A standard density-functional calculation puts the empty states of a semiconductor too close to the filled ones. The G0W0 method corrects each state separately, at far greater cost. Can its correction at a new k point be forecast from a few points already computed? Here the correction means the quasiparticle level less the Kohn–Sham level.

SiC3, 4 atoms in the cell, built as ordered alloy on diamond lattice, space group R3m (160), conventional a = 2.831, c = 14.010 Å, 8.10 Å³ an atom. One-shot G0W0 at finite bands, cutoff and k mesh (short of the basis limit), each kind of level from its own valence top. Ansatz 0.2.0, plane-wave PAW, no spin polarisation, cell relaxed with r2SCAN; starting functional PBE; cutoff 420 eV; k mesh 6×6×6.

```tsv
band	b (fraction of the reciprocal vector)	c (fraction of the reciprocal vector)	kohn sham level (eV)	quasiparticle level (eV)	exchange less vxc (eV)	correlation (eV)
v2	0	0	0.000	0.000	-2.370	1.945
v1	0	0	0.000	0.000	-2.370	1.945
c1	0	0	3.845	4.974	5.874	-5.170
c2	0	0	4.703	6.034	6.157	-5.252
v2	0	0.1667	-1.428	-1.525	-2.746	2.224
v1	0	0.1667	-0.834	-0.920	-2.710	2.199
c1	0	0.1667	4.107	5.307	5.920	-5.146
c2	0	0.1667	4.929	6.026	5.750	-5.079
v2	0	0.3333	-3.193	-3.422	-3.407	2.753
v1	0	0.3333	-1.989	-2.193	-3.235	2.606
c1	0	0.3333	3.463	4.496	5.485	-4.878
c2	0	0.3333	4.449	5.480	5.586	-4.979
v2	0	-0.5000	-4.944	-5.177	-3.739	3.080
v1	0	-0.5000	-2.442	-2.689	-3.435	2.763
c1	0	-0.5000	3.222	4.209	5.337	-4.775
c2	0	-0.5000	4.109	5.104	5.532	-4.963
v2	0.1667	0.1667	-1.364	-1.447	-2.666	2.158
v1	0.1667	0.1667	-0.528	-0.579	-2.571	2.096
c1	0.1667	0.1667	3.917	5.043	5.739	-5.038
c2	0.1667	0.1667	5.288	6.519	6.114	-5.308
v2	0.3333	0.3333	-2.151	-2.297	-2.999	2.428
v1	0.3333	0.3333	?	?	?	?
c1	0.3333	0.3333	?	?	?	?
c2	0.3333	0.3333	?	?	?	?
```

The labels b and c locate a state in reciprocal space. The bands v1 and v2 are the two highest filled ones, c1 and c2 the two lowest empty ones.

At the zone centre, (0, 0), v1 and v2 form a degenerate pair whose correction is zero by definition, since both energy scales start there. The empty state c1 rises by 4.974 − 3.845 = 1.129 eV. The PBE potential is the same for filled and empty states, whereas exact exchange favours the filled ones, because it cancels each electron's repulsion with itself. The column exchange less vxc holds this difference, negative for filled states and positive for empty ones.

The correlation column has the opposite sign in every known row. It contains the response of the other electrons, which screen the bare exchange and take back most of its effect. The correction is what survives in the sum of the two columns, less the same sum at the valence top. In silicon, with its smaller gap and stronger screening, less survives; in a wide-gap ionic crystal, more does.

Along the rows with b = 0, from the centre to c = −1/2, the corrections of v1, v2 and c2 fall at each step, while that of c1 first rises a little and then falls. Over the whole stretch, exchange less vxc drops by 0.54 eV for c1 and by 1.07 eV for v1, and correlation returns about three quarters of each drop. A change of orbital character may play a part: at the centre, symmetry keeps s orbitals out of the degenerate pair, while along this line the remaining mirror symmetry lets them into only one of the two bands that grow out of it. How much this contributes is not tested here.

Energy alone does not set the correction. The states c1 at (0, 1/6) and c2 at (0, −1/2) have almost the same Kohn–Sham level, yet their corrections differ by 0.2 eV. Position in the zone therefore deserves a try as the guide.

The simplest measure of position compares the phase of the wave in neighbouring cells of the same atomic layer. The first component of k is zero in all these rows, so the measure is

$$f = 3-\cos 2\pi b-\cos 2\pi c-\cos 2\pi(b-c).$$

It is zero at the centre and grows as neighbouring cells fall out of step. A least-squares fit to the 21 known rows, with one constant for filled states, another for empty ones and a common slope in $f$, has a typical error of 0.04 eV. The form was chosen with these rows in view, so the last k point is the fairer test.

At (1/3, 1/3), $f = 3 + 0.5 + 0.5 - 1 = 3$, the same as at (0, 1/3), so the corrections should be similar there. For an empty state the fit gives −0.011 + 1.235 − 3 × 0.060 ≈ 1.04 eV.

For v1 the fit gives −0.19 eV, but its partner v2 offers a better guide. The two bands stem from one pair at the centre, and their corrections differ by at most about 0.03 eV at the known points. At (1/3, 1/3), v2 sinks by only 0.146 eV. On average v1 sinks 0.014 eV less than its partner, which moves the forecast for v1 to −0.13 eV. The ranges are judgements from the scatter of the known rows:

- v1: −0.13 eV, between −0.18 and −0.08
- c1: +1.04 eV, give or take 0.12
- c2: +1.04 eV, give or take 0.12

The withheld rows as computed:

```tsv
band	b (fraction of the reciprocal vector)	c (fraction of the reciprocal vector)	kohn sham level (eV)	quasiparticle level (eV)	exchange less vxc (eV)	correlation (eV)
v1	0.3333	0.3333	-1.313	-1.436	-2.906	2.358
c1	0.3333	0.3333	2.620	3.554	5.116	-4.607
c2	0.3333	0.3333	4.145	5.172	5.584	-4.982
```

The computed corrections are −0.123 eV for v1, +0.934 eV for c1 and +1.027 eV for c2. All three lie within their ranges, c1 only just. The fit alone would have missed v1 by 0.07 eV; the partner band repaired that, but only because its own G0W0 level at this k point was already known.

The misses of the fit for v1 and c1 have a common pattern. Both states lie closer to the gap than their counterparts at (0, 1/3), and both have smaller corrections. The function $f$ cannot tell the two points apart, because it ignores how the phase changes from layer to layer along the long axis.

A second fit, with corrections proportional to energy plus a constant, separately for filled and empty states, does see this difference. Given the Kohn–Sham levels of the new states, it comes within about 0.02 eV for v1 and c1. It is worse for c2, however, and worse over the known rows, as the printed output shows. Energy and position each carry part of the answer.

The weakest forecast concerns c1 at (1/3, 1/3), the lowest empty state listed, at 3.554 eV. A rigid shift by the mean correction of the known empty states would place it 1.116 − 0.934 ≈ 0.18 eV too high. 
The gap itself is decided elsewhere. On the full mesh, the same run finds the lowest empty state at (−1/2, −1/2), about 1.6 eV above the valence top in PBE and 2.4 eV in G0W0. Its correction is only 0.80 eV. There $f = 4$, so the phase fit would give about 0.98 eV, while the energy fit would give about 0.85 eV. Of all the states compared here, the phase fit errs most at the one that sets the gap. The run also stops short of the basis limit, and how far short was not tested for this crystal. In the data makers' tests on other systems, G0W0 gaps at such settings fell short by 6 to 9 % in the median. So even 2.4 eV is no final gap, and the corrections compared here could shift too in a fuller calculation. The crystal itself is hypothetical and need not be stable.

Numerical output:

```
mean correction of known empty states, eV: 1.116
correction of c1 at (0, 1/6) less that of c2 at (0, -1/2), eV: 0.205
fit of shift on 21 rows: constant -0.01094 +/- 0.019, coefficient of empty 1.235 +/- 0.02, coefficient of phase -0.05979 +/- 0.0069; rms 0.0427, worst c2 -0.107, leave-one-out rms 0.0501
  rows outside the fit (model, value, miss): v1 -0.1903, -0.123, -0.0673; c1 1.044, 0.934, 0.11; c2 1.044, 1.027, 0.0173
fit of shift on 21 rows: constant -0.03046 +/- 0.035, coefficient of empty 0.7194 +/- 0.17, coefficient of Efilled 0.05516 +/- 0.016, coefficient of Eempty 0.1016 +/- 0.038; rms 0.0664, worst c2 -0.164, leave-one-out rms 0.084
  rows outside the fit (model, value, miss): v1 -0.1029, -0.123, 0.0201; c1 0.9551, 0.934, 0.0211; c2 1.11, 1.027, 0.0831
mean correction of v1 less v2 at known points off the centre, eV: 0.0135
smallest such difference, eV: -0.014
largest such difference, eV: 0.032
forecast correction of withheld v1 from its partner, eV: -0.1325
that forecast less the computed correction, eV: -0.0095
c1 change in exchange less vxc from (0, 0) to (0, -1/2), eV: -0.537
c1 change in correlation over the same step, eV: 0.395
c1 share of the exchange change undone by correlation, percent: 73.56
v1 change in exchange less vxc from (0, 0) to (0, -1/2), eV: -1.065
v1 change in correlation over the same step, eV: 0.818
v1 share of the exchange change undone by correlation, percent: 76.81
quasiparticle level of withheld c1 less that of c1 at (0, -1/2), eV: -0.655
```
